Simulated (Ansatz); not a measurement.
## Ligand exchange: CBrCl3 + SiH2(CH3)Br → C2H3Cl3 + SiH2Br2

Species: CBrCl3 (bromotrichloromethane) `ClC(Cl)(Cl)Br`, singlet; SiH2(CH3)Br, singlet; C2H3Cl3 (1,1,1-trichloroethane) `CC(Cl)(Cl)Cl`, singlet; SiH2Br2 (dibromosilane) `Br[SiH2]Br`, singlet. The partners trade Br for CH3: C–Br and Si–CH3 bonds give way to C–CH3 and Si–Br.

Shapes, held fixed at every level: PBE0-D4/def2-TZVP. Programs: Ansatz 0.2.0. The zero-point and thermal change to 298 K, harmonic and unscaled (PBE0-D4/def2-TZVP), is +6.6 kJ/mol.

| level | kind | ΔH(298 K) (kJ/mol) | less CCSD(T)/def2-TZVPP |
| --- | --- | --- | --- |
| SPW92/def2-TZVPP | LDA | -139.2 | +8.3 |
| r2SCAN-D4/def2-TZVPP | meta-GGA | -147.0 | +0.5 |
| BHLYP-D4/def2-TZVPP | global hybrid | -155.3 | -7.8 |
| B2PLYP/def2-TZVPP | double hybrid | -146.1 | +1.4 |
| MP2/def2-TZVPP | perturbation theory | -147.4 | +0.1 |
| CCSD(T)/def2-SVP | coupled cluster or CI | -160.5 | -13.0 |
| CCSD/def2-SVP | coupled cluster or CI | -163.6 | -16.1 |
| CCSD(T)/def2-TZVPP | coupled cluster or CI | -147.5 | 0.0 |

The highest level, CCSD(T)/def2-TZVPP, gives ΔH(298 K) = -147.5 kJ/mol; the levels span -163.6 to -139.2. The column of differences is taken from that level and isn't an error. No measured value is set beside it here. Relativity is left out for Br unless named. Correlated rows may include outer-core shells of Br, which these sets cover unevenly.

The exchange is strongly exothermic at every level, with CCSD(T)/def2-TZVPP giving -147.5 kJ/mol. The driving force is the pairing of bromine with the more electropositive silicon: the polar Si–Br bond is much stronger than the C–Br bond it replaces, while moving methyl from silicon to carbon contributes little, since the Si–CH3 and C–CH3 bonds are of similar strength. Relief of halogen crowding around the carbon of CBrCl3 probably adds to this.

The basis set matters more here than the triples. Going from def2-SVP to def2-TZVPP makes the CCSD(T) reaction markedly less exothermic, whereas adding triples in the small basis shifts it only slightly in the same direction. The small-basis coupled-cluster values are therefore a poorer guide than MP2 in the larger set, whose near coincidence with CCSD(T) suggests that higher-order correlation largely cancels between the two sides. The sign and approximate size of the enthalpy change are well supported, but they say nothing about the barrier to exchange.
